A process engineer wants to treat a compressed solid as a spring of constant stiffness: double the volume change, double the pressure. The table tests this on titanium monoxide in the tungsten carbide structure, where each Ti sits in a trigonal prism of six O. This is not the familiar rocksalt-like form, so the values belong to this structure alone. Each row holds one volume per atom and lets the cell choose its shape; a negative pressure means that the crystal is held under tension.

Ansatz 0.2.0, DFT with PBEsol and PAW, scalar-relativistic, no spin polarization, for TiO (P-6m2): plane-wave cutoff 420 eV, 18×18×16 k mesh, Gaussian smearing 0.1 eV. Cell shape and atoms are relaxed at fixed volume (force tolerance 0.01 eV/Å). Energies are at zero smearing, relative to the elements' standard crystals or gases; positive pressure means compression.

| volume (relaxed cell) (Å³/atom) | c/a (relaxed cell) | shortest distance (relaxed cell) (Å) | energy over elements (eV/atom) | pressure (GPa) |
| --- | --- | --- | --- | --- |
| 8.281 | 1.0126 | 2.045 | -2.485 | 43.25 |
| 8.563 | 1.0096 | 2.067 | -2.549 | 29.67 |
| 8.846 | 1.0070 | 2.089 | -2.591 | 18.13 |
| 9.128 | 1.0041 | 2.111 | -2.614 | 8.33 |
| 9.692 | 0.9997 | 2.152 | -2.614 | -7.13 |
| 9.975 | 0.9978 | 2.173 | -2.596 | -13.19 |
| 10.351 | 0.9954 | 2.199 | -2.557 | -19.87 |

**(a) Take the stiffness from the two rows closest to zero pressure. What pressures does a constant stiffness give at the smallest and the largest volume, and how do they compare with the computed ones?**

These rows lie on either side of the energy minimum, so their equal printed energies are no sign of a flat stretch. The straight line through their pressures has the slope

(−7.13 − 8.33) GPa / (9.692 − 9.128) Å³ = −27.4 GPa per Å³ per atom.

Extended to the smallest cell, the line gives

8.33 GPa + 27.4 × (9.128 − 8.281) GPa ≈ 31.5 GPa.

The calculation gives 43.3 GPa, so the spring misses 27% of the computed pressure. At the largest volume it predicts a tension of 25.2 GPa where the calculation finds 19.9 GPa, an excess that is again 27% of the computed value. The two rows that define the line agree with it by construction and test nothing.

**(b) Is the stiffness merely misjudged, is it not constant, or are the pressures themselves at fault?**

The signs of the misses decide between the first two. The line lies below the computed pressure at both ends. A steeper line would mend the squeezed side and make the stretched side worse, so no single stiffness can serve both. What is missing is curvature.

The bulk modulus shows the same thing locally. It is the pressure rise per fractional loss of volume, taken here between neighbouring rows. It falls at every step outwards, from about 406 GPa in the most compressed interval to 181 GPa in the most stretched one. The crystal loses more than half of its stiffness within the table.

Faulty pressures are a reasonable suspicion, because a plane-wave basis that is too small can distort the stress. There is an independent check: the energy gained or lost between two volumes, divided by the volume change, must equal the average pressure between them. With the finer total energies of the same calculations, this average agrees with the mean of the two end pressures within 0.41 GPa. Even that small difference has the sign that an upward-curving pressure curve requires, and it is largest in the widest interval. The failure in (a) therefore belongs to the spring picture.

The energies alone would have betrayed it less clearly. Squeezing from 9.128 Å³ to the smallest cell costs 0.129 eV per atom, and the spring gives 0.105 eV, a shortfall of 18%. Energy adds up the pressure along the whole path, including the part near the minimum where the line is still good. Pressure at the end of the path shows the full error.

**(c) Why does the crystal stiffen when squeezed and soften when stretched?**

Two tendencies balance at the energy minimum. Bonding and electrostatic attraction pull the atoms together and change gently with distance. Repulsion arises because electrons with the same spin cannot share the same state: when filled shells overlap and electrons are confined to less space, their kinetic energy climbs steeply. This is standard theory; the calculation does not split its energy into these parts.

Stiffness measures how fast the net force changes with distance, and the steep repulsion dominates that change. Pushing the atoms together moves them to a steeper part of the repulsive wall, and pulling them apart moves them to a gentler part. The repulsion still matters in the most stretched cell: an attraction that weakens with distance could not by itself give the crystal a positive stiffness. The range of distance involved is small: the Ti–O contact goes only from 2.045 to 2.199 Å across the table.

A change of electronic state could also alter the stiffness. The rows show no sign of one: all are metallic, with a small band overlap that varies smoothly. Magnetism was excluded from the calculation, however, so any softening it might bring on expansion could not appear.

Between the most stretched and the most compressed interval, the bulk modulus rises by about 4.2 GPa for each GPa of pressure. A value near 4 is common among solids, so this stiffening is ordinary. A soft salt such as potassium chloride follows the same pattern, but a given pressure squeezes it much further and so drives it out of the spring range much sooner.

The useful gauge is thus the fractional volume change, not the pressure. For this crystal, a constant stiffness taken near zero pressure misjudges the pressure by 11 to 13% once the volume has changed by about 6% either way, and by 27% at both ends of the table. The output below lists the line and the local stiffness row by row. When the line lies below the computed pressure on both sides of the minimum, as here, replace the constant stiffness by one that grows with pressure.

The analysis program printed:

```
Constant-stiffness line against computed pressure:
     row  line_GPa  computed_GPa  line_less_computed_GPa
   8.281     31.55         43.25                   -11.7
   8.563     23.82         29.67                  -5.853
   8.846     16.06         18.13                   -2.07
   9.128      8.33          8.33                       0
   9.692     -7.13         -7.13              -8.882e-16
   9.975    -14.89        -13.19                  -1.697
  10.351    -25.19        -19.87                  -5.324
Slope of the line, GPa per (Å³/atom): -27.41
Volume where the line crosses zero pressure, Å³/atom: 9.432
Interval ending at this row:
     row  mid_volume_Å3  mean_of_end_pressures_GPa  pressure_from_energies_GPa  bulk_modulus_GPa
   8.563          8.422                      36.46                       36.32             405.6
   8.846          8.704                       23.9                       23.69             354.9
   9.128          8.987                      13.23                       13.11             312.3
   9.692           9.41                        0.6                      0.1903             257.9
   9.975          9.834                     -10.16                      -10.22             210.6
  10.351          10.16                     -16.53                      -16.67             180.6
Largest difference of mean end pressure and energy-derived pressure, GPa: 0.4097
Bulk modulus, most compressed interval over most stretched interval: 2.246
Rise of bulk modulus per rise of pressure between these intervals: 4.246
Energy rise on squeezing from 9.128 to the smallest cell, computed, eV/atom: 0.129
Same rise from the constant-stiffness line, eV/atom: 0.1054
Energy rise on stretching from 9.692 to the largest cell, computed, eV/atom: 0.057
Same rise from the constant-stiffness line, eV/atom: 0.06648
Growth of edge a from smallest to largest cell, percent: 8.338
Growth of edge c from smallest to largest cell, percent: 6.498
Growth of every edge if the cell scaled uniformly, percent: 7.721
Growth of the Ti-O contact, percent: 7.531
```
